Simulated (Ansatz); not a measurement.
A ladder of methods for CH6B− ([BMeH3]-)

The species is CH6B− (8 atoms), meant as a singlet with charge -1. As SMILES, `[H][B-]([H])([H])C`. The coordinates come from a GFN2-xTB relaxation.

| atom | x (Å) | y (Å) | z (Å) |
| --- | --- | --- | --- |
| B | -0.0021 | 0.0030 | -0.8203 |
| C | 0.0022 | -0.0029 | 0.8288 |
| H | -1.0102 | 0.0419 | 1.2453 |
| H | 0.5502 | 0.8499 | 1.2449 |
| H | 0.4697 | -0.9054 | 1.2389 |
| H | 1.1515 | -0.0352 | -1.2491 |
| H | -0.5462 | 1.0242 | -1.2403 |
| H | -0.6150 | -0.9757 | -1.2483 |

Each level gives the energy change with the C2–H4 bond stretched from 1.096 to 2.192 Å (eV). The values are calculated.

| level | kind | program | value (eV) | less FCI/STO-3G |
| --- | --- | --- | --- | --- |
| HF/STO-3G (restricted) | Hartree–Fock | Ansatz | 6.99 | +2.42 |
| SVWN5/STO-3G (restricted) | LDA | Ansatz | 5.15 | +0.58 |
| BLYP/STO-3G (restricted) | GGA | Ansatz | 4.65 | +0.08 |
| PBE/STO-3G (restricted) | GGA | Ansatz | 4.87 | +0.30 |
| r2SCAN0/STO-3G (restricted) | hybrid meta-GGA | Ansatz | 5.76 | +1.19 |
| CAM-B3LYP/STO-3G (restricted) | range-separated hybrid | Ansatz | 5.68 | +1.11 |
| B2PLYP/STO-3G (restricted) | double hybrid | Ansatz | 5.42 | +0.85 |
| BCCD(T)/STO-3G (restricted) | coupled cluster or CI | Ansatz | 4.58 | +0.01 |
| FCI/STO-3G | exact in the basis | Ansatz | 4.57 | 0.00 |

FCI/STO-3G is exact within its basis and frozen core, so for wave-function methods in that basis the difference is their error; functionals converge differently with the basis, so for them it is only a difference. Spin-restricted single references rise too steeply as a bond breaks, Hartree–Fock most of all. Perturbation and coupled-cluster corrections on them can overshoot downwards. Sets without diffuse functions describe the anion poorly. The first shape isn't each level's own minimum. The values span 4.57 to 6.99 eV. All rows use very small basis sets, so even the best lies far from the true value.

Stretching the methyl C–H bond costs 4.57 eV in the exact treatment within the basis, against 6.99 eV in Hartree–Fock, so the discrepancy is mainly one of electron correlation. As the σ and σ* orbitals approach each other in energy, the doubly excited σ*² configuration gains weight. A single closed-shell determinant cannot include it and retains too much ionic character, with both bonding electrons on the same fragment. BCCD(T) recovers nearly all the missing correlation, at 4.58 eV, so the bond is still within reach of a single-reference expansion at this extension.

The semilocal functionals lie below the hybrids and the double hybrid, probably because their more localised exchange hole mimics part of the left–right correlation that exact exchange leaves out. BLYP's closeness to the exact result therefore suggests compensation between errors rather than a sound description of the stretched bond. A single stretched geometry does not establish the dissociation limit, nor whether BCCD(T) stays this accurate at longer separations.
